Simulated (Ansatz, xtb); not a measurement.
Relative energy of two isomers of GeH7NSi2

Structure X: `[SiH3][NH][Ge][SiH3]`, a singlet. Structure Y: `[SiH3][N]([SiH3])[GeH]`, a singlet. Both are isolated molecules in the gas phase, relaxed with PBE0-D4/def2-SVP; the shapes shown needn't be the lowest conformers.

X (Å):

```csv
atom,x (Å),y (Å),z (Å)
Ge,0.5559,1.2244,-1.5674
N,-1.0275,1.6426,-0.7263
Si,-1.2894,3.0309,0.3170
Si,-0.3525,-0.8229,-2.6459
H,-1.7000,2.6068,1.6913
H,0.0027,3.7724,0.3795
H,-2.3618,3.9225,-0.2238
H,-1.8314,1.0312,-0.8643
H,-1.8008,-1.0504,-2.3063
H,-0.2450,-0.7436,-4.1404
H,0.4090,-2.0435,-2.2189
```

Y (Å):

```yaml
atoms:
  - { symbol: Ge, position_ang: [-2.7156, -1.4120, 0.9551] }
  - { symbol: N, position_ang: [-2.0814, -0.0562, -0.1421] }
  - { symbol: Si, position_ang: [-2.7931, 1.5564, -0.0158] }
  - { symbol: Si, position_ang: [-0.7878, -0.3765, -1.2931] }
  - { symbol: H, position_ang: [-2.1020, 2.4499, -1.0010] }
  - { symbol: H, position_ang: [-2.6025, 2.1215, 1.3521] }
  - { symbol: H, position_ang: [-4.2490, 1.5277, -0.3418] }
  - { symbol: H, position_ang: [-1.2390, -0.1099, -2.6935] }
  - { symbol: H, position_ang: [-0.4008, -1.8123, -1.1580] }
  - { symbol: H, position_ang: [0.3994, 0.4897, -1.0179] }
  - { symbol: H, position_ang: [-3.7893, -0.4391, 1.6599] }
```

**Question.** Which of the two would you expect CCSD(T)/def2-SVP + ΔMP2/def2-TZVPP electronic energies to favour?

**Answer.** Structure Y; the calculation gives E(Y) − E(X) = −43.8 kJ/mol.

Level by level:

```
                             level          geometry  E(Y) − E(X) (kJ/mol)  departure from the last row (kJ/mol)  job, with rough time for the two
                          GFN2-xTB          GFN2-xTB                   −79.3                                 −35.5              optimisation, 0.24 s
                         HF/STO-3G          GFN2-xTB                    +8.7                                 +52.5              single point, 0.44 s
                r2SCAN-D4/def2-SVP          GFN2-xTB                   −24.8                                 +19.0               single point, 4.5 s
                  PBE0-D4/def2-SVP  PBE0-D4/def2-SVP                   −24.6                                 +19.2             optimisation, 1.7 min
                       HF/def2-SVP  PBE0-D4/def2-SVP                   −48.3                                  −4.5           part of the CCSD(T) run
                      MP2/def2-SVP  PBE0-D4/def2-SVP                   −47.5                                  −3.7           part of the CCSD(T) run
                  CCSD(T)/def2-SVP  PBE0-D4/def2-SVP                   −42.4                                  +1.4                      single point
CCSD(T)/def2-SVP + ΔMP2/def2-TZVPP  PBE0-D4/def2-SVP                   −43.8                                                      single point, 40 s
```

As drawn, Y has 1 N–Si, 1 Ge–H in place of 1 Ge–Si, 1 N–H.

HF/STO-3G puts the two in the other order. The largest departure from CCSD(T)/def2-SVP + ΔMP2/def2-TZVPP is that of HF/STO-3G, 52.5 kJ/mol. A small imaginary or near-zero mode remains, so no thermal terms are given. The last row adds to CCSD(T) the change of the MP2 difference between the two basis sets, here −1.4 kJ/mol.

The correlated steps freeze 20 core orbitals; the filled d shell of Ge is correlated, in a basis made for valence electrons. Run with Ansatz 0.2.0, xtb 6.7.1; the last row on 2 threads of Arm Neoverse V2 on a shared host.

Both isomers are N-substituted germylenes, with planar nitrogen and the substituents at germanium lying in the same plane. The nitrogen lone pair can therefore donate into the empty Ge 4p orbital in each, and this stabilisation probably cancels in large part. What remains is the exchange of Ge–Si and N–H bonds for Ge–H and N–Si bonds. The preference for Y fits the strength of the polar N–Si bond, reinforced by lone-pair delocalisation into Si–H σ* orbitals, and the weakness of the Ge–Si bond given up.

Hartree–Fock in the def2-SVP basis already gives −48.3 kJ/mol, so the ordering doesn't depend on electron correlation. The reversal with STO-3G most likely reflects the minimal basis, which lacks the flexibility to describe polar bonds at silicon and germanium. The two density functionals agree closely with each other yet recover only part of the coupled-cluster preference, so their agreement is no measure of accuracy. The energy difference says nothing about the barrier to silyl or hydrogen migration between the isomers.
